## Results and discussion

Three sizes set the scale for the levels of rock-salt PbTe in this BLYP run without spin-orbit coupling. A band moves by about 3 eV across the Brillouin zone, the coupling across one Pb–Te bond is of the order of 1 eV, and spin-orbit coupling is known to be worth several tenths of an eV in compounds this heavy. Point a, b and c give the wave vector in fractions of the reciprocal cell vectors. Level under 1 to 4 are the filled levels counted downwards, and level over 1 and 2 the empty ones counted upwards, in eV from the valence top.

Kohn–Sham levels of rock-salt PbTe (two-atom cell, Pb–Te 3.231 Å) at points of the k mesh, relative to the valence top, from ABACUS 3.10.1 with the BLYP functional and no spin-orbit coupling. The calculation uses SG15 ONCV 1.2 PBE pseudopotentials, a plane-wave cutoff of 1129.27 eV, a 6×6×6 k mesh and Fermi–Dirac smearing of 0.05 eV.

```csv
point a (reciprocal cell vector),point b (reciprocal cell vector),point c (reciprocal cell vector),level under 4 (eV),level under 3 (eV),level under 2 (eV),level under 1 (eV),level over 1 (eV),level over 2 (eV)
0.0000,0.0000,0.0000,-5.745,-1.371,-1.371,-1.371,4.007,4.007
0.1667,0.1667,0.1667,-6.450,-1.294,-1.294,-0.984,2.928,3.106
0.5000,0.5000,0.5000,-8.662,-0.890,-0.890,0.000,0.824,1.255
0.3333,0.3333,0.1667,-7.383,-1.935,-1.854,-1.176,2.199,3.445
0.5000,0.5000,0.0000,-7.421,-4.416,-2.781,-2.781,3.606,5.372
0.5000,0.3333,-0.3333,-8.262,-3.262,-3.156,-0.433,1.487,4.524
0.5000,0.3333,-0.1667,-7.935,-4.090,-3.297,-1.265,2.759,4.551
```

### 1. Where is the gap, and how much larger is it elsewhere?

Row 1 is the zone centre Γ, row 3 is L, row 5 is X, and row 2 lies on the line from Γ to L. Both edges sit at L, so the gap of 0.824 eV is direct. The same vertical distance is 5.378 eV at Γ and 6.387 eV at X, and the next smallest, in row 6, is 1.920 eV. L is the established band-edge point of PbTe and lies on the mesh, so the usual fault of a mesh missing the edge is unlikely here. Row 6 lies on the line from L to the zone corner W, and its small gap alone is no sign of a second valley.

### 2. Why do some levels coincide?

The cell holds 30 electrons in 15 bands: ten d bands, Te 5s, Pb 6s and three bands of mainly Te 5p character. This count and the order of the atomic levels argue that under 1 to 3 are the p bands, under 4 is the Pb 6s band, and the empty levels near L are mainly Pb 6p. Three p orbitals stay equal at Γ, split into a single level and a pair at L, at X and in row 2, and split fully in rows 4, 6 and 7. The valence levels follow this symmetry rule in all seven rows. That is built into the calculation, so it serves to label the levels and tests nothing about bonding.

### 3. What lifts the valence top at L?

Each Pb has two Te neighbours on every cube axis. With $k_i$ the Cartesian components of the wave vector in units of $2\pi/a$ ($a$ is the cube edge), these two carry the phases $e^{\pm i\pi k_i}$. A p orbital changes sign through its centre, so the coupling of Pb s to Te p goes as $\sin\pi k_i$, while s–s and p–p couplings go as $\cos\pi k_i$. The squared s–p coupling is then proportional to $S=\sum_i\sin^2\pi k_i$, which is zero at Γ and X and reaches its maximum of 3 at L. There the filled Pb s level repels the one Te p combination that points along the wave vector and leaves the pair untouched, and the table has the single level 0.890 eV above the pair.

Two levels with coupling $h$ that repel each other by $\delta$ and end a distance $\Delta$ apart obey $h^2=\delta(\Delta-\delta)$. Take $\delta$ as the height of the single level over the pair and $\Delta$ as under 1 minus under 4. L fixes the coupling, and row 2, with a quarter of the $S$ of L, is predicted from its own $\Delta$:

$$h_L^2=0.890\,(8.662-0.890)=6.92\ \text{eV}^2,\qquad h_2^2=6.92/4=1.73\ \text{eV}^2$$

$$\delta_2=\tfrac12\left[5.466-\sqrt{5.466^2-4(1.73)}\right]=0.337\ \text{eV}$$

The table gives 0.310 eV, so the estimate is 9 % above it, and row 2 took no part in fixing $h$. The closeness overstates the model. In row 2 the valence p states are partly Pb p, which does not couple to Pb s on the same atom, and allowing for that turns the error into 21 % below the table. Within these errors the smaller lift of row 2 agrees with s–p repulsion, on the evidence of one predicted row.

The empty levels at L are a rough control, since their single level is pushed up too, by the Te s band, but from further below. Coupling between like atoms is argued to put the single p level below the pair, and over 1 is indeed single and lies 0.431 eV under over 2, which is taken to be the pair. The valence levels show the reverse order, so something acts on them that the empty Pb p levels do not feel in the same way. Pb s has the symmetry to do this. The two-level estimate leaves the coupling between like atoms out, so the real push at L is probably larger than 0.890 eV and $h$ is an effective value.

### 4. Does the Pb s band show the recoil?

Under 4 is lowest at L, as a level pushed down by Te p should be. It also drops by 1.676 eV from Γ to X, where $S$ is zero at both points, so a second term is needed. Repulsion from the deeper Te s band is a candidate, and it is proportional to $C^2=(\sum_i\cos\pi k_i)^2$. The form $E_0+AC^2-BS$, fitted to all seven rows, has an rms error of 0.067 eV, against 0.272 eV without the $S$ term. Direct Pb–Pb hopping varies as $C^2+S$ and trades against both constants, so $A$ and $B$ have no separate meaning. The fit shows that a term in $S$ is needed, not how much of it is s–p repulsion.

### 5. Why is the conduction edge low at the same point?

At L all cosines vanish, so neighbouring Pb p and Te p orbitals are uncoupled, and the two pairs stand only 2.145 eV apart. Towards Γ the coupling opens a bonding–antibonding splitting. The empty level at Γ is taken to be Pb 6p, which its two listed members do not prove. On that footing, a two-level formula fixed at L and Γ predicts the pair distance of row 2 about 9 % above the table. It fails on how the opening is shared: it moves both levels equally, whereas from L to Γ the valence pair falls 0.481 eV and the conduction pair rises 2.752 eV. Coupling between like atoms and orbital overlap, which raises antibonding levels more than it lowers bonding ones, are untested guesses at the cause.

On the line from Γ to L the squared p–p coupling goes as $\sum_i\cos^2\pi k_i=3-S$, so the s–p push grows as the p–p splitting dies, and one variable cannot separate the two. At X the picture is incomplete, because the lowest empty level is single where p–p coupling between neighbours alone would give a pair. It may be a d-like state or a single p level lowered by coupling between like atoms, and the listed levels do not decide.

### 6. Why do rows 4 and 6 differ?

They share $S=1.5$ and the distance from L, yet their vertical gaps differ by 1.455 eV, so straight-line fits of the gap to either variable miss row 6 by 1 eV or more. The phases argue why. A p orbital along $y$ couples to its partner as $2V_\sigma\cos\pi k_y+2V_\pi(\cos\pi k_x+\cos\pi k_z)$, with $V_\sigma$ and $V_\pi$ the end-on and side-on bond couplings. In row 6 the middle cosine is zero and the other two cancel, so one orbital on each atom stays as uncoupled as at L, while in row 4 the side-on term survives. The table agrees: under 1 and over 1 stand further from their neighbours under 2 and over 2 in row 6 than in any other row. How much of the 1.455 eV comes from the side-on term is not tested.

### 7. What would spin-orbit coupling or a relaxed cell change?

Spin-orbit coupling is established to lower the Pb 6p edge at L strongly and to split the threefold level at Γ and the pairs at L. The measured gap is roughly 0.2 to 0.3 eV (a recalled size), far below the 0.824 eV found here. The functional cannot be judged on this difference while spin-orbit coupling is absent and the use of PBE pseudopotentials with BLYP is untested.

The run reports a pressure of 5.17 GPa, so the cell is compressed for this functional, by an order of ten per cent in volume for a rough recalled bulk modulus of 40 GPa. Longer bonds weaken $h$ and lower the valence top, in line with the known fall of the PbTe gap under pressure. Relaxing should therefore widen the gap and move it further from the measured size. For small $\delta$ the relation of section 3 becomes $\delta\approx h^2/\Delta$, which is the guide for a change of element: at similar $h$, a filled cation s level nearer the anion p level lifts the valence top more.

### 8. Which digits can be trusted?

The levels are rounded to 0.0005 eV, and equalities set by symmetry hold to the last digit. The Fermi level lies mid-gap, and smearing puts an occupation of only a few parts in $10^4$ on the edge, so the run is a clean insulator. Convergence in mesh and cutoff is untested, which makes the third decimal a property of this run. For the real crystal the location of the edges and the eV-scale shape of the bands carry over, but not even the first digit of the gap. The residuals of the least-squares fits, from about 0.1 eV to 1.2 eV at their worst rows and far above the rounding, are in the printed output below.

Output of the analysis:

```
rounding of levels 0.0005 eV; k and distance to L in 2pi/a
row, 6k, group order, star, degeneracy allowed/seen, S, C^2, dist L, cos(pi k)
1 [0 0 0] 48 1 3/3 0.00 9.00 0.866 [1. 1. 1.]
2 [1 1 1] 6 8 2/2 0.75 6.75 0.577 [0.87 0.87 0.87]
3 [3 3 3] 12 4 2/2 3.00 0.00 0.000 [0. 0. 0.]
4 [3 1 1] 2 24 1/1 1.50 3.00 0.471 [0.   0.87 0.87]
5 [6 0 0] 16 3 2/2 0.00 1.00 0.866 [-1.  1.  1.]
6 [5 3 1] 2 24 1/1 1.50 0.00 0.471 [-0.87  0.    0.87]
7 [6 2 0] 4 12 1/1 0.75 0.25 0.726 [-1.   0.5  1. ]
star/216 (compare k weights of the run): [0.0046 0.037  0.0185 0.1111 0.0139 0.1111 0.0556]
vertical gap, eV: [5.378 3.912 0.824 3.375 6.387 1.92  4.024]
conduction level above L minimum, eV: [3.183 2.104 0.    1.375 2.782 0.663 1.935]
under1-under2, eV: [0.    0.31  0.89  0.678 0.    2.723 2.032]
under2-under3, eV: [0.    0.    0.    0.081 1.635 0.106 0.793]
over2-over1, eV: [0.    0.178 0.431 1.246 1.766 3.037 1.792]
spread over rows, eV: under4 2.917, under1 2.781, over1 3.183
under4 differences, eV: Gamma-X 1.676, X-L 1.241, row6-L 0.400
under4 = E0+A*C^2-B*S: constants [-7.705  0.222  0.316] rms 0.067 eV, worst row 4
   model-table, eV: [ 0.04  0.01  0.01 -0.13 -0.06  0.08  0.05]
under4 = E0+A*C^2: constants [-8.176  0.269] rms 0.272 eV, worst row 5
   model-table, eV: [-0.01  0.09  0.49  0.01 -0.49  0.09 -0.17]
under4 = E0+t*(C^2+S-3)/2 (Pb-Pb only): constants [-7.655  0.532] rms 0.510 eV, worst row 3
   model-table, eV: [-0.31 -0.01  1.01  0.13 -0.77  0.21 -0.25]
gap = a-b*S: constants [5.526 1.715] rms 0.581 eV, worst row 6
   model-table, eV: [ 0.15  0.33 -0.44 -0.42 -0.86  1.03  0.22]
gap = a+b*dist L: constants [0.355 5.865] rms 0.656 eV, worst row 6
   model-table, eV: [ 0.06 -0.17 -0.47 -0.26 -0.95  1.2   0.59]
rows 4 minus 6, eV: gap 1.455, under1 -0.743, over1 0.712
p-p two-level: doublet distance L 2.145, Gamma 5.378 eV, coupling at Gamma 2.47 eV
   row 2 predicted 4.779, table 4.400 eV, error 8.6 %
   L to Gamma: valence falls 0.481, conduction rises 2.752, model both 1.617 eV
s-p two-level: lift at L 0.890, under1-under4 L 8.662, row 2 5.466 eV
   coupling at L 2.63 eV, per bond 0.76 eV; 3B of the s fit 0.95 eV
   row 2 lift: table 0.310, predicted 0.337, with Te weight 0.74 0.246 eV
   errors 9 % and -21 %; lift ratio row2/L 0.35, S ratio 0.25
Fermi level over valence top 0.413, half gap 0.412 eV, edge tail 2.6e-04
a = 6.462 A; P/B with rough recalled B = 40 GPa: 0.13
```
